**Question.** My code looks for icosahedral clusters in a model metallic glass through the Steinhardt parameters Q6 and Ŵ6. I copy the targets 0.663 and −0.170 from tables without understanding them. Why is l = 6 the first useful order, where do those numbers come from, and what do random bonds give? I want to test the code on hcp Mg: what should its twelve-neighbour shell return?

**Answer**

All of these numbers can be obtained by hand.

**1. Definitions and premises**

The shell is a set of N unit vectors n_j from the central atom to its neighbours, with equal weights. Y_lm are orthonormal complex spherical harmonics with the Condon–Shortley phase, Y_l,−m = (−1)^m Y*_lm, and (l l l; m1 m2 m3) is the Wigner 3j symbol in its standard real convention. Following Steinhardt, Nelson and Ronchetti (1983),

q_lm = (1/N) Σ_j Y_lm(n_j),  S_l = Σ_m |q_lm|²

Q_l = [4π S_l/(2l+1)]^(1/2)

W_l = Σ (l l l; m1 m2 m3) q_lm1 q_lm2 q_lm3 over m1+m2+m3 = 0,  Ŵ_l = W_l/S_l^(3/2).

I use three standard facts.

(P1) A rotation R mixes the 2l+1 functions Y_lm by a unitary matrix D(R); inversion multiplies them by (−1)^l.

(P2) Y_lm = [(2l+1)(l−m)!/(4π(l+m)!)]^(1/2) P_l^m(cos θ) e^(imφ). At the north pole only m = 0 survives, with value [(2l+1)/4π]^(1/2).

(P3) The Gaunt integral ∫Y_lm1 Y_lm2 Y_lm3 dΩ = [(2l+1)³/4π]^(1/2) A_l (l l l; m1 m2 m3), where A_l = (l l l; 0 0 0) has the sign (−1)^(3l/2) for even l. For even l the symbol is unchanged by permuting columns; for odd l it changes sign under a swap, so W_l = 0.

From (P2), with a_m the shell average of P_l^m(cos θ) e^(imφ),

Q_l² = a_0² + 2 Σ_(m>0) [(l−m)!/(l+m)!] |a_m|².   (1)

The unit vector u_m = q_lm/√S_l then has u_0 = a_0/Q_l.

**2. Addition theorem and the pair sum**

Let K(a,b) = Σ_m Y_lm(a) Y*_lm(b). By (P1) both vectors of harmonics are multiplied by the same unitary matrix when a and b are rotated together, so their inner product K is unchanged. Rotate b onto the pole. By (P2) one term is left, and a then has polar angle γ, the angle between a and b:

K = [(2l+1)/4π]^(1/2) Y_l0(γ) = [(2l+1)/4π] P_l(cos γ).

Insert the definition of q_lm into S_l, exchange the sums and use this:

Q_l² = (1/N²) Σ_i Σ_j P_l(cos γ_ij).   (2)

The sum runs over ordered pairs and includes i = j, where P_l(1) = 1. Only angles between bonds appear, so Q_l is rotation invariant, and |P_l| ≤ 1 gives Q_l ≤ 1.

The same theorem shows what Ŵ_l is. Define f(n) = (1/N) Σ_j P_l(n·n_j) = [4π/(2l+1)] Σ_m q_lm Y*_lm(n). Write κ = 4π/(2l+1). Orthonormality gives ∫f² dΩ = κ² S_l, and (P3) gives ∫f³ dΩ = κ³ [(2l+1)³/4π]^(1/2) A_l W_l. With ⟨…⟩ the average over the sphere (integral divided by 4π),

⟨f³⟩/⟨f²⟩^(3/2) = (2l+1)^(3/2) A_l Ŵ_l.   (3)

The pattern f turns rigidly with the shell, so the left side is invariant, and so is Ŵ_l for even l. Q_l measures the strength of the order-l pattern and Ŵ_l its skewness. Multiplying q by a real λ leaves |Ŵ_l| alone and multiplies Ŵ_l by the sign of λ.

**3. Which l icosahedral symmetry allows**

If a rotation g maps the shell onto itself it only permutes the terms of q_lm, so q = D(g) q. For a group G, q lies in the subspace fixed by all D(g). The projector on that subspace is (1/|G|) Σ_g D(g), and its trace is the dimension

n_l = (1/|G|) Σ_g χ_l(α_g),  χ_l(α) = Σ_m e^(imα).

The rotation group of the icosahedron has 60 elements: the identity and the non-trivial turns about 6 fivefold, 10 threefold and 15 twofold axes (1 + 24 + 20 + 15). Summing e^(imα) over all p turns about a p-fold axis gives p if p divides m and zero otherwise, and there are 2⌊l/p⌋+1 such m. The non-trivial turns of one axis therefore contribute p(2⌊l/p⌋+1) − (2l+1). The number of axes times p is 30 for each type, and there are 31 axes:

60 n_l = −30(2l+1) + 60(⌊l/2⌋+⌊l/3⌋+⌊l/5⌋) + 90

n_l = 1 − l + ⌊l/2⌋ + ⌊l/3⌋ + ⌊l/5⌋.   (4)

This equals 1 for l = 0, 6, 10, 12, 15, 16 and zero for every other l up to 17. The twelve-vertex shell also has inversion, which removes odd l, including 15. So l = 6, 10, 12 are the first non-trivial orders. Because n_6 = 1, symmetry fixes the direction of q_6m, hence |Ŵ6|. It fixes neither Q6 nor the sign of Ŵ6, which depend on where the bonds point.

**4. Q6 of the icosahedron**

The vertices are the cyclic permutations of (0, ±1, ±τ), τ = (1+√5)/2, of squared length τ+2. Neighbouring vertices such as (0, 1, τ) and (0, −1, τ) have cos γ = (τ²−1)/(τ+2) = 1/√5. Each vertex sees itself, its antipode, five vertices at +1/√5 and five at −1/√5. All vertices are equivalent, so for even l eq. (2) becomes

Q_l² = [2 + 10 P_l(1/√5)]/12.

For l = 2, 4, 8 one finds P_l(1/√5) = −1/5 and Q_l = 0, as (4) demands. With P6(x) = (231x⁶ − 315x⁴ + 105x² − 5)/16 and x² = 1/5, P6 = 5.248/16 = 0.328, so

Q6² = 11/25,  Q6 = √11/5 = 0.663.

The same line gives Q10 = 0.363 and Q12 = 0.585.

**5. The 3j symbols that are needed**

The shells below need only symbols with one zero projection. By the Wigner–Eckart theorem t_k(m) = (−1)^(l−m) (l k l; −m 0 m) is proportional to the diagonal element, in angular momentum l, of the zero component of a rank-k tensor operator. Such an operator can be built as a polynomial of degree k in the components of J, so t_k is a polynomial of degree k in m. Orthogonality of the 3j symbols reads Σ_m t_k t_k′ = δ_kk′/(2k+1). Hence t_6 for l = 6 is the sixth-degree polynomial orthogonal to all lower degrees on m = −6…6. It is proportional to

p(m) = (11m⁶ − 595m⁴ + 7784m² − 14400)/360,

with values −40, −20, 22, 43, 8, −55, 22 for |m| = 0…6. The sums of p, m²p and m⁴p over m vanish, odd powers vanish by parity, and Σp² = 14212 = 4·11·17·19. Normalising to 1/13 and taking A_6 negative from (P3), with 46189 = 11·13·17·19,

(6 6 6; 0 m −m) = (−1)^m p(m)/(2√46189),  A_6 = −20/√46189.

Suppose only m = 0 and m = ±M survive, with 2M > l, so that no triple (M, M, −2M) exists. The triples are (0,0,0) and the six orderings of (0, M, −M). Since q_lM q_l,−M = (−1)^M |q_lM|², the two signs (−1)^M cancel, and 2|u_M|² = 1 − u_0²:

Ŵ6 = u_0 [p(0) u_0² + 3 p(M)(1 − u_0²)]/(2√46189).   (5)

For l = 4 the same construction gives p₄(m) = (7m⁴ − 115m² + 216)/12, with p₄(0) = 18, p₄(4) = 14 and A_4 = +√(18/1001) = 0.134.

**6. Ŵ6 of the icosahedron**

Put a fivefold axis along z; then only m = 0, ±5 survive. The average a_0 is the mean of P6 seen from a vertex, which is again 11/25, so u_0 = a_0/Q6 = +√11/5 and u_0² = 11/25. Eq. (5) with M = 5 gives

Ŵ6 = (√11/5)[−40·11 − 165·14]/(25·2√46189) = (√11/5)(−55)/√46189 = −11/√4199 = −0.170.

By (3), with A_6 negative, this is positive skewness: f has tall peaks on the twelve bonds.

The twenty face directions (a dodecahedral shell) have the same symmetry, so their q is λ times the icosahedral one. The addition theorem makes λQ6² the mean of P6 between a face direction and the twelve vertices. For (1,1,1) the squared cosines are (5 ± 2√5)/15, six vertices each, and the mean is −11/45. Thus λ = −5/9, Q6 = √11/9 = 0.369 and Ŵ6 = +0.170. The values 0.663 and −0.170 belong to bonds along the fivefold axes.

**7. Random bonds**

Let the n_j be independent and uniform on the sphere, and let E denote the expectation. Split (2):

Q_l² = 1/N + (2/N²) Σ_(i<j) P_l(cos γ_ij).

For l ≥ 1, P_l averages to zero over the direction of either bond, so

E[Q_l²] = 1/N exactly, for every l ≥ 1.

Two different pairs are uncorrelated, because at least one bond occurs in only one of them and averaging over it gives zero. Each of the N(N−1)/2 pairs has E[P_l²] = 1/(2l+1), so

Var(Q_l²) = 2(N−1)/[N³(2l+1)].

N^(−1/2) is the root mean square; the mean of Q_l is lower, since Q_l fluctuates. For N = 12 the rms value is 0.289, and Q6² = 0.083 with standard deviation 0.031. N counts independent directions: for even l a bond and its reverse give identical terms, so six random axes each used in both senses give 6^(−1/2) = 0.408, and a whole-sample Q_l built from bonds seen from both ends has N equal to the number of distinct bonds.

A partly random case follows the same way. Let each bond scatter independently and with axial symmetry about its ideal direction n⁰, by an angle δ. Rotating n⁰ to the pole leaves only m = 0, so E[Y_lm(n)] = g_l Y_lm(n⁰) with g_l = E[P_l(cos δ)]. Off-diagonal terms of (2) are multiplied by g_l², diagonal ones stay 1:

E[Q_l²] = g_l² Q_l0² + (1 − g_l²)/N,   (6)

with Q_l0 the value for the ideal shell. For the diffusion kernel on the sphere, which tends to a Gaussian of variance σ² in each of the two transverse angles when σ is small, g_l = exp[−l(l+1)σ²/2].

**8. The hcp shell for any c/a**

Let r = c/a. Six neighbours lie in the basal plane at distance a. Three lie above and three below, at height ±c/2 and horizontal distance a/√3, the two triangles eclipsed. Choose azimuths 0°, 120°, 240° for the triangles; the in-plane bonds are then at 30° + k·60°. For the out-of-plane bonds

x² = cos²θ = 3r²/(4+3r²),  s² = sin²θ = 4/(4+3r²).

The threefold axis requires m to be a multiple of 3. The basal mirror multiplies Y_lm by (−1)^(l+m), so l+m is even. This leaves m = 0 for l = 2 and 4, m = ±3 for l = 3, and m = 0, ±6 for l = 6. For m = l use |P_l^l| = (2l−1)!! sin^l θ, so the weight in (1) of the average of sin^l θ e^(ilφ), squared, is 2(2l−1)!!/(2l)!!, which is 5/8 for l = 3 and 231/512 for l = 6. The in-plane bonds have e^(3iφ) summing to zero and e^(6iφ) = −1; the triangles have both equal to 1. The two averages are s³/2 and (s⁶ − 1)/2. With P2(0) = −1/2, P4(0) = 3/8, P6(0) = −5/16:

Q2 = |3x² − 2|/4

Q3² = (5/32) s⁶

Q4 = |a|,  a = [3/8 + (35x⁴ − 30x² + 3)/8]/2,  Ŵ4 = sign(a) A_4

Q6² = a_0² + (231/2048)(1 − s⁶)²,  a_0 = [P6(x) − 5/16]/2

Ŵ6 = u_0(33 − 53u_0²)/√46189,  u_0 = a_0/Q6,

the last from (5) with M = 6. At the ideal ratio r² = 8/3, x² = 2/3: Q2 = 0, Q3² = 5/864, Q4 = 7/72, a_0 = −13/36, Q6² = 169·173/124416 and u_0² = 96/173. Q3 is non-zero because the site lacks inversion. The two hcp sites have opposite q_3m, so it cancels when q is averaged over the crystal.

For comparison, an fcc bond sees cosines 1, −1, ±1/2 (eight) and 0 (two), and (2) gives Q2 = 0, Q4² = 7/192, Q6² = 169/512. About a fourfold axis, four bonds have cos θ = 0 and eight have cos²θ = 1/2, and only m = 0, ±4 survive. For l = 6, a_0 = −13/64, u_0² = 1/8, and (5) gives Ŵ6 = −√8/√46189. For l = 4, a_0 = −7/48, u_0² = 7/12, and the analogue of (5) gives Ŵ4 = A_4 u_0 [u_0² + 3(14/18)(1 − u_0²)] = (14/9) A_4 u_0.

**9. Range of validity**

- Eqs. (2) and (3) are identities for any set of directions. With weights w_j summing to 1, the pair sum becomes Σ w_i w_j P_l and the random level Σ w_j².
- Eq. (4) states which l may appear for exact symmetry. It is a necessary condition, and the converse fails: a few invariants do not determine a shell.
- Bond lengths do not enter, and the neighbour list is an input. A cutoff is unambiguous only where a gap separates the first two shells. In a glass, adding or dropping one neighbour changes q discontinuously, by a term of order 1/N.
- The random level assumes independent directions. Atoms exclude each other, which suppresses small γ, so a dense liquid shell is not this reference, and Q_l can lie below N^(−1/2).
- Ŵ_l divides by S_l^(3/2). It is undefined where Q_l = 0 and dominated by scatter where the second term of (6) is comparable with the first.
- Sign and size of Ŵ_l are tied to the conventions of section 1.

**10. Numbers for hcp Mg, with Ru beside it**

Inputs, as typical approximate values: a ≈ 0.321 nm and c/a ≈ 1.624 for Mg, c/a ≈ 1.582 for Ru, an hcp metal used for chip wiring. In Mg the out-of-plane bonds have length a(1/3 + r²/4)^(1/2) = 0.996a and the next shell sits at a(4/3 + r²/4)^(1/2) = 1.41a, so the twelve neighbours are well defined.

For Mg: x² = 0.6642, s⁶ = 0.03786, P4(x) = −0.1857, P6(x) = −0.4086, a_0 = −0.3605. Then Q6² = 0.1300 + 0.1044 = 0.2344 and u_0 = −0.7447. For static shells with atoms on lattice sites:

shell | Q2 | Q3 | Q4 | Q6 | Ŵ4 | Ŵ6
icosahedron | 0 | 0 | 0 | 0.663 | undefined | −0.170
fcc | 0 | 0 | 0.191 | 0.575 | −0.159 | −0.0132
hcp, ideal | 0 | 0.076 | 0.097 | 0.485 | +0.134 | −0.0124
hcp, c/a = 1.624 | 0.002 | 0.077 | 0.095 | 0.484 | +0.134 | −0.0125
hcp, c/a = 1.582 | 0.011 | 0.081 | 0.083 | 0.481 | +0.134 | −0.0130

These rows are the test values for your code. They are pure geometry, so their only link to the metals is c/a; a change of 0.001 in it moves Q4 of the Mg row by 0.0003. Ŵ6 sets the icosahedron apart from both close-packed crystals by more than a factor of ten. It hardly separates fcc from hcp, and for the Ru ratio the two nearly coincide; the sign of Ŵ4 and the value of Q3 do separate them. Q4 of hcp lies far below the random 0.289.

Thermal motion, left out so far, outweighs the non-ideal c/a. Take σ = 0.06 rad, an assumed value chosen to be of the typical size for Mg near room temperature; it corresponds to a relative transverse displacement of 0.019 nm per component. Then g_l² = 0.98, 0.93 and 0.86 for l = 2, 4, 6, and (6) gives rms values Q2 = 0.04, Q4 = 0.12 and Q6 = 0.46. These are the model's numbers, held to two decimals because σ is assumed and because the motion of the central atom correlates the bonds, which (6) ignores. In this model Q6 falls by 0.02, against 0.0006 for the departure of c/a from ideal, and the static Q2 of 0.002 is buried. For Q4 the scatter term of (6), 0.006, is comparable with the ordered term, 0.008, so single-atom Ŵ4 from an instantaneous configuration will spread widely about +0.134 unless positions or q_lm are averaged first.